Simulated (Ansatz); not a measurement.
**Swapping OH for F on C: the dipole moment**

Gas-phase molecules. On one C centre that keeps SiH3, n of the OH ligands are replaced by F. The dipole moment y in D at wB97M-V/def2-TZVPP. Shapes: PBE0-D4/def2-TZVP. Flexible molecules stand in one conformer, not always the lowest. Programs: Ansatz 0.2.0.

| molecule | n | y (D) |
| --- | --- | --- |
| CH6O3Si | 0 | 1.30 |
| CH5FO2Si | 1 | ? |
| CH4F2OSi | 2 | 0.79 |
| SiH3(CF3) | 3 | 2.20 |

Problem. Fit y = c + s·n to the known rows and predict CH5FO2Si.

Solution. 
1. Means of the 3 rows: n = 1.66667, y = 1.430.
2. Σ(Δn)² = 4.6667, Σ(Δn·Δy) = 1.03, so the slope is 1.03/4.6667 = 0.22071.
3. Intercept: 1.430 − (0.22071) × 1.66667 = 1.062. The largest residual of the fit is 0.71.
4. CH5FO2Si: 1.062 + (0.22071) × 1 = 1.28 D.

The run gave 1.96 D, so the prediction is off by -0.68 D, within the largest residual. The steps per swap are uneven (+0.66, -1.17, +1.41), so a line is a poor model. Dipoles add as vectors. Other levels give for CH5FO2Si: r2SCAN-D4/def2-TZVPP 1.93; B3LYP-D4/def2-TZVPP 1.96 D. The series isn't monotonic at this level.

The dipole moment doesn't track the number of fluorines: it is largest for SiH3(CF3) at 2.20 D and smallest for the difluoro compound at 0.79 D, with the monofluoro compound close to the top. Fluorine is more electronegative than oxygen, but each swap also removes a polar O–H bond whose direction depends on rotation about C–O. In SiH3(CF3) no such rotor remains, and threefold symmetry cancels the transverse parts of the C–F bond moments, leaving a resultant along the C–Si axis. In the hydroxylated members, the O–H moments can reinforce or oppose the rest of the molecule. The low value at n = 2 therefore probably reflects partial cancellation by the remaining hydroxyl, not weakly polar C–F bonds. The close agreement of the three functionals for CH5FO2Si suggests that the failed prediction comes from the linear model and not from the choice of functional. The total moments alone can't separate hydroxyl orientation from charge redistribution within the C–Si framework.
